# Trench-MOS barrier Schottky rectifiers: natural length and the surface-field clamp

A planar Schottky diode leaks more as reverse bias rises, because the field at the metal grows as $\sqrt{V}$ and lowers the barrier. The trench-MOS barrier Schottky (TMBS) rectifier, introduced by Mehrotra and Baliga in 1993, puts the contact on top of a narrow mesa between two oxide-lined trenches whose electrodes are tied to the anode. Field lines from most mesa donors then end on the trench electrodes. One length $\lambda$ tells how deep a layer of donors the contact still sees. This page derives $\lambda$, works out how flat the clamp is, and compares seven cells.

## Geometry and conventions

- $x$ is depth below the contact, $y$ runs across the mesa, $|y|\le w/2$. The liner thickness is $t$, and the electrode faces the sidewall from $x=0$ to $x=d$. If a drawing quotes the etched depth, $d$ is smaller by the bottom oxide.
- $\phi$ is the electrostatic potential with zero at the trench electrode (flat-band reference). Fields are quoted as $E=\partial\phi/\partial x>0$; the field vector points towards the anode.
- Doping $N_D$ is uniform, the depletion approximation holds, and sidewall holes are neglected. Shorthand: $g=qN_D/\varepsilon_s$, $\kappa=\varepsilon_s/\varepsilon_{ox}$.
- The contact is at first taken at $\phi=0$ with no oxide charge (offsets are sized below). The neutral drift region is then at $V=V_R+V_{bi}$, and all biases quoted are this $V$.

Reference cell A: Si, $w=1$ µm, SiO$_2$ with $t=0.4$ µm, $d=3$ µm, $V=100$ V. We use $\varepsilon_s=11.7\,\varepsilon_0$ (compiled value, Ioffe Institute) and the typical $\varepsilon_{ox}=3.9\,\varepsilon_0$, so $\kappa=3.0$. The doping $N_D=6\times10^{15}$ cm$^{-3}$ is a design input, and gives $g=9.28$ V/µm².

## The natural length

In the depleted mesa $\partial_x^2\phi+\partial_y^2\phi=-g$. Assume a parabolic lateral profile about the centre line,

$$\phi(x,y)=\phi_c(x)-a(x)\,y^2 .$$

At the sidewall the lateral field in the semiconductor is $aw$ and the potential is $\phi_s=\phi_c-aw^2/4$. If the oxide field is purely lateral it equals $\phi_s/t$, and continuity of the displacement gives $\varepsilon_s aw=\varepsilon_{ox}\phi_s/t$, or $\phi_s=\kappa t w a$. Hence $\phi_c=a\,(\kappa tw+w^2/4)$. Putting $\partial_y^2\phi=-2a$ into Poisson's equation on the centre line,

$$\frac{d^2\phi_c}{dx^2}-\frac{\phi_c}{\lambda^2}=-g,\qquad \lambda^2=\frac{\kappa\,t\,w}{2}+\frac{w^2}{8}.$$

This is the centre-line scale length of the double-gate MOSFET (Suzuki and co-workers, 1993). Two scales follow:

$$V_p=g\lambda^2,\qquad E_{sat}=g\lambda=V_p/\lambda .$$

$V_p$ is the centre-line potential far from both ends of a long mesa. There the problem is one-dimensional in $y$, the parabola is exact, and the two terms are the oxide drop $g\kappa tw/2$ and the semiconductor drop $gw^2/8$. For cell A, $\lambda^2=0.600+0.125=0.725$ µm², $\lambda=0.851$ µm, $V_p=6.73$ V with 83 % of it across the oxide, and $E_{sat}=79$ kV/cm.

## Contact field for a finite trench

Let $s=d/\lambda$, $\phi_c(0)=0$ and $\phi_c(d)=V_p(1+u)$. The solution is

$$\phi_c=V_p\left[1-\frac{\sinh((d-x)/\lambda)}{\sinh s}+u\,\frac{\sinh(x/\lambda)}{\sinh s}\right],$$

with end fields

$$\frac{E_0}{E_{sat}}=\coth s+\frac{u}{\sinh s},\qquad e\equiv\frac{E_d}{E_{sat}}=\frac{1}{\sinh s}+u\coth s .$$

For $s\to\infty$ at fixed $u$ the contact field is $E_{sat}$: the contact collects the field lines of a donor slab of thickness $\lambda$, whatever the bias. The correction $u/\sinh s\simeq 2u\,e^{-d/\lambda}$ is exponentially small in depth, but $u$ grows with bias and has to be found.

Continue the centre line below $x=d$ as a one-dimensional depletion layer that does not punch through to the substrate. It drops $E_d^2/2g=V_pe^2/2$, so with $v=V/V_p$ we have $v=1+u+e^2/2$. The second end-field relation gives $u=e\tanh s-\mathrm{sech}\,s$. Substituting, solving the quadratic for $e$, and using $\tanh^2 s-2+2\,\mathrm{sech}\,s=-(1-\mathrm{sech}\,s)^2$,

$$\boxed{E_0=E_{sat}\left[\tanh s+e\,\mathrm{sech}\,s\right],\qquad e=\sqrt{2v-(1-\mathrm{sech}\,s)^2}-\tanh s}$$

At $s=0$ this is $E_{sat}\sqrt{2v}=\sqrt{2gV}$, the planar diode. For $s\gg1$,

$$E_0\simeq E_{sat}\left[1+2e^{-d/\lambda}\left(\sqrt{2V/V_p-1}-1\right)\right].$$

The boxed result needs $e\ge0$, that is $V\ge V_p(1-\mathrm{sech}\,s)$, which is 6.33 V for cell A. Below that a neutral wedge survives in the mesa. If its tip is at depth $x_n$, the same algebra holds with $e=0$ and $d\to x_n$, so $v=1-\mathrm{sech}(x_n/\lambda)$ and

$$E_0=E_{sat}\tanh(x_n/\lambda)=E_{sat}\sqrt{v(2-v)} ,$$

which starts as the planar $\sqrt{2v}$ and bends over near $v=1$. This branch is the cruder one, since the real depletion edge around the tip is curved.

## Bias regimes of cell A

| $V$ (V) | regime | $e$ | $E_0$ (kV/cm) | planar $\sqrt{2gV}$ (kV/cm) |
|---|---|---|---|---|
| 2 | wedge | n/a | 56 | 61 |
| 5 | wedge | n/a | 76 | 96 |
| 10 | pinched | 0.45 | 81 | 136 |
| 25 | pinched | 1.56 | 86 | 215 |
| 50 | pinched | 2.74 | 92 | 305 |
| 100 | pinched | 4.37 | 99 | 431 |

The planar column is an electrostatic yardstick at equal doping; breakdown is not computed on this page. From 10 V to 100 V the planar field grows by a factor 3.16 and the trench field by 23 %. The clamp is strong but not flat. Here $s=3.52$ and $\mathrm{sech}\,s=0.059$ looks negligible, yet it multiplies $e=4.37$, and the leak-through term $e\,\mathrm{sech}\,s$ is 0.26 at full bias. Holding that term below a fraction $\eta$ needs

$$d\gtrsim\lambda\,\ln\frac{2\left(\sqrt{2V/V_p-1}-1\right)}{\eta},$$

which is 3.8 µm for $\eta=0.1$.

At 100 V the centre line sits at 35.7 V at $x=d$ and the depletion layer extends $E_d/g=3.7$ µm further. A thinner epitaxial layer punches through, raises $u$ and weakens the clamp. As a test of the one-dimensional continuation, treat the column under the trench floor as a MOS capacitor in deep depletion with the same $t$: $V=\kappa tE+E^2/2g$ puts its silicon surface at 40.0 V, with 1.0 MV/cm in the oxide. The two columns differ by 4.3 V (the floor lies a further $t$ down, which this estimate ignores). Moving $\phi_c(d)$ by that amount changes $E_0$ by $4.3\ \mathrm{V}/(\lambda\sinh s)=3$ kV/cm, a rough uncertainty for the last row.

For leakage, image-force lowering is $\Delta\phi_B=\sqrt{qE_0/4\pi\varepsilon_s}$ and the thermionic current density scales as $\exp(q\Delta\phi_B/kT)$. At 100 V the lowering is 35 mV against 73 mV for the planar field, a factor 4.3 in current density at 300 K. Between 10 V and 100 V the current density grows by a factor 1.14 in the trench cell and 3.4 in the planar one. Real silicon diodes show steeper growth than this image-force estimate, by a large factor close to breakdown, because tunnelling, generation in the depleted volume and avalanche multiplication are left out.

## How good is the parabola?

The parabola cannot satisfy the full Poisson equation near the contact, and a liner with $t=0.4w$ is not thin. Both assumptions can be dropped for an infinitely deep trench whose oxide top is capped by anode metal, so that $\phi=0$ on the whole plane $x=0$. Take the sine transform $\hat\phi(k,y)=\int_0^\infty\phi\sin kx\,dx$ (with a convergence factor). It obeys $\hat\phi''-k^2\hat\phi=-g/k$ in the mesa and the homogeneous equation in the oxide, so $\hat\phi=g/k^3+A\cosh ky$ and $\hat\phi=B\sinh k(w/2+t-y)$. Matching potential and displacement at $y=w/2$ gives $A=-g/(k^3D)$ with

$$D(k)=\cosh\frac{kw}{2}+\kappa\sinh\frac{kw}{2}\tanh kt .$$

The contact field is $\frac{2}{\pi}\int_0^\infty k\hat\phi\,dk$, and on the centre line

$$E_0=gL,\qquad L=\frac{2}{\pi}\int_0^\infty\frac{1-1/D(k)}{k^2}\,dk .$$

Off centre, $1/D$ becomes $\cosh(ky)/D$, so the centre line carries the largest contact field. For small $k$, $D=1+\lambda^2k^2+O(k^4)$, and this truncation inserted in the integral gives $L=\lambda$. The parabolic model is thus the quadratic truncation of $D$. The slowest exponential decay along the mesa comes from the first zero at $k=iq_1$,

$$\tan(q_1w/2)\,\tan(q_1t)=1/\kappa,\qquad\lambda_1=1/q_1,$$

the double-gate form of the generalised scale-length condition of Frank, Taur and Wong (1998), whose scale length is $\pi\lambda_1$. Expanding the tangents for small $q_1$ gives $\lambda_1^2\simeq\kappa tw/2+w^2/12+t^2/3$. For $\kappa=3$, lengths in units of $w$:

| $t/w$ | $\lambda$ (parabola) | $L$ (contact field) | $\lambda_1$ (decay) |
|---|---|---|---|
| 0 | 0.35 | 0.37 | 0.32 |
| 0.2 | 0.65 | 0.67 | 0.63 |
| 0.4 | 0.85 | 0.85 | 0.86 |
| 0.8 | 1.15 | 1.12 | 1.22 |

The parabola puts $E_{sat}$ 5 % low with no oxide, 2 % low at $t/w=0.2$ and 3 % high at $t/w=0.8$. For cell A, $L=0.852$ µm and $\lambda_1=0.856$ µm against $\lambda=0.851$ µm. This closeness is a cancellation: $w^2/8$ exceeds $w^2/12$ by $w^2/24$, which equals the missing oxide term $t^2/3$ at $t/w=1/\sqrt8=0.35$. For thicker liners $\lambda$ is too short as a decay length and the leak-through term is underestimated.

## Seven cells compared

Each row changes one input of A, except G, which keeps the geometry and takes 4H-SiC with a typical $\varepsilon_s=9.7\,\varepsilon_0$ (its small anisotropy is ignored), $N_D=1\times10^{16}$ cm$^{-3}$ and $V=1200$ V as design inputs, so $\kappa=2.49$ and $g=18.7$ V/µm².

| cell | change from A | $\lambda$ (µm) | $d/\lambda$ | $V_p$ (V) | $E_{sat}$ (kV/cm) | $E_0$ (kV/cm) | $E_0/E_{sat}$ | $E_d$ (MV/cm) | planar (MV/cm) |
|---|---|---|---|---|---|---|---|---|---|
| A | none | 0.85 | 3.52 | 6.7 | 79 | 99 | 1.26 | 0.35 | 0.43 |
| B | $t=0.2$ µm | 0.65 | 4.60 | 3.9 | 60 | 68 | 1.12 | 0.37 | 0.43 |
| C | $t=0.8$ µm | 1.15 | 2.61 | 12.3 | 107 | 152 | 1.42 | 0.32 | 0.43 |
| D | $w=0.5$ µm | 0.58 | 5.21 | 3.1 | 53 | 57 | 1.08 | 0.37 | 0.43 |
| E | $d=1.5$ µm | 0.85 | 1.76 | 6.7 | 79 | 192 | 2.43 | 0.35 | 0.43 |
| F | $N_D=1.2\times10^{16}$ cm$^{-3}$ | 0.85 | 3.52 | 13.5 | 158 | 183 | 1.16 | 0.43 | 0.61 |
| G | 4H-SiC, 1200 V | 0.79 | 3.80 | 11.6 | 147 | 235 | 1.59 | 1.96 | 2.12 |

The boxed formula has one scale, $E_{sat}=g\lambda$, and two dimensionless arguments, $s=d/\lambda$ and $v=V/g\lambda^2$. Every trend in the table comes from these.

**Oxide thickness and mesa width (B, C, D).** A shorter $\lambda$ helps twice. It lowers the plateau linearly and raises $s$, which cuts the leak-through exponentially. It also lowers $V_p$ and so raises $e$, roughly as $1/\lambda$, but in these rows the exponential wins. Halving $t$ scales $\lambda$ by 0.77 and halving $w$ by 0.68. With the oxide term alone both would give $1/\sqrt2$; the $w^2/8$ term is untouched by the first change and quartered by the second. Cell D is cell C with both lateral sizes halved, so its $\lambda$ and $E_{sat}$ are exactly half and its $V_p$ a quarter. Both have $t/w=0.8$, where $\lambda_1>\lambda$: using $\lambda_1$ in $\mathrm{sech}\,s$ raises that factor by 16 % for C and 35 % for D, so their tabulated excess over the plateau is low by about as much.

**The price at the trench bottom.** For $s\gg1$ the voltage balance reads $V=V_p+\lambda E_d+E_d^2/2g$. The mesa supports $V_p+\lambda E_d$ and the layer below must hold the rest. A short $\lambda$ shields the contact but supports little voltage, so $E_d$ moves towards the planar value (0.37 MV/cm in B and D against 0.32 MV/cm in C). Low leakage asks for thin oxide and blocking voltage asks for thick oxide. $E_d$ is a centre-line number; the field at the trench corners is higher, by tens of per cent or more depending on rounding, and this model does not give it. A narrow mesa also costs forward drop, since at fixed trench width it shrinks the conducting fraction of the pitch.

**Depth (E).** Depth does not enter $\lambda$, $V_p$ or $E_{sat}$ and hardly changes $E_d$. It acts through $\mathrm{sech}\,s$, which rises from 0.059 to 0.33 when $d$ is halved. The leak-through term, 1.49, then exceeds the plateau term and the clamp is gone.

**Doping (F).** $\lambda$ is pure geometry. Doubling $N_D$ doubles $V_p$ and $E_{sat}$ and halves $v$, so F at 100 V has the same $E_0/E_{sat}$ as A at 50 V. The clamp is flatter in relative terms and sits twice as high. The plateau is linear in $N_D$ while the planar field goes as $\sqrt{N_D}$; their ratio is $\sqrt{V_p/2V}$, so the advantage of the trench shrinks as doping rises. Whether F blocks 100 V is a separate question.

**Material (G).** The semiconductor enters only through $\varepsilon_s$, in $\kappa$ and $g$, so $\lambda$ changes by just 7 %. What changes is $v$: 103 against 14.9. Then $e=13.3$ and the leak-through term is 0.60 although $s$ is larger than in A. The depth needed for $\eta=0.1$ grows only logarithmically, to 4.4 µm, and even at 3 µm the contact sees 11 % of the planar field against 23 % in A. The limit moves to the liner: the trench-floor estimate gives 4.8 MV/cm in the oxide before corner enhancement, because the oxide field is $\kappa$ times a semiconductor field near 2 MV/cm. The image-force leakage estimate should not be carried over to SiC, where tunnelling dominates at high field and the thermionic formula falls short by a large factor.

## Offsets that rival the leak-through term

Two effects shift the contact potential relative to the reference seen through the oxide. An electrode of work function $\Phi_G$ on a semiconductor of electron affinity $\chi$ with barrier height $\phi_B$ puts the contact at $\phi_0=(\Phi_G-\chi)/q-\phi_B$. A positive fixed charge $Q_f$ at the sidewall changes the boundary condition to $\varepsilon_{ox}\phi_s/t=\varepsilon_saw+Q_f$, which replaces $\phi_c$ by $\phi_c-Q_ft/\varepsilon_{ox}$ in the $1/\lambda^2$ term. For a deep trench

$$E_{sat}\to\frac{V_p+Q_ft/\varepsilon_{ox}-\phi_0}{\lambda}.$$

Take a typical $\phi_B=0.7$ V and cell A. An n$^+$ polysilicon fill has $\Phi_G\approx\chi$, so $\phi_0=-0.7$ V and the plateau rises by 10 %. A p$^+$ fill has $\Phi_G-\chi\approx E_g=1.12$ eV (compiled value, Wing 2021), so $\phi_0=+0.42$ V and the plateau falls by 6 %. A typical $Q_f/q=5\times10^{10}$ cm$^{-2}$ gives 0.93 V and a rise of 14 %. These shifts are independent of bias. In relative terms the work-function shift scales as $1/V_p$ and the fixed-charge shift as $t/V_p$, which tends to $2Q_f/(qN_Dw)$ when the oxide term dominates $\lambda^2$ and then hardly depends on $t$. The n$^+$ fill raises the plateau by 18 % in B and 23 % in D, and the fixed charge raises it by 12 % in B and 30 % in D. In A the single shifts are a quarter to a half of the 26 % excess at 100 V, and in the low-$V_p$ cells B and D they can exceed the leak-through term. The two positive shifts together add 19 kV/cm in A, 18 kV/cm in B and 28 kV/cm in D, or 19 %, 26 % and 49 % of the tabulated $E_0$. Absolute contact fields in the tables are therefore uncertain by tens of per cent, up to about one half in cell D, until the fill and the interface charge are specified. The change of $E_0$ from A to each other silicon row keeps its direction, but the gap between B and D can close: with both shifts each sits at 86 kV/cm.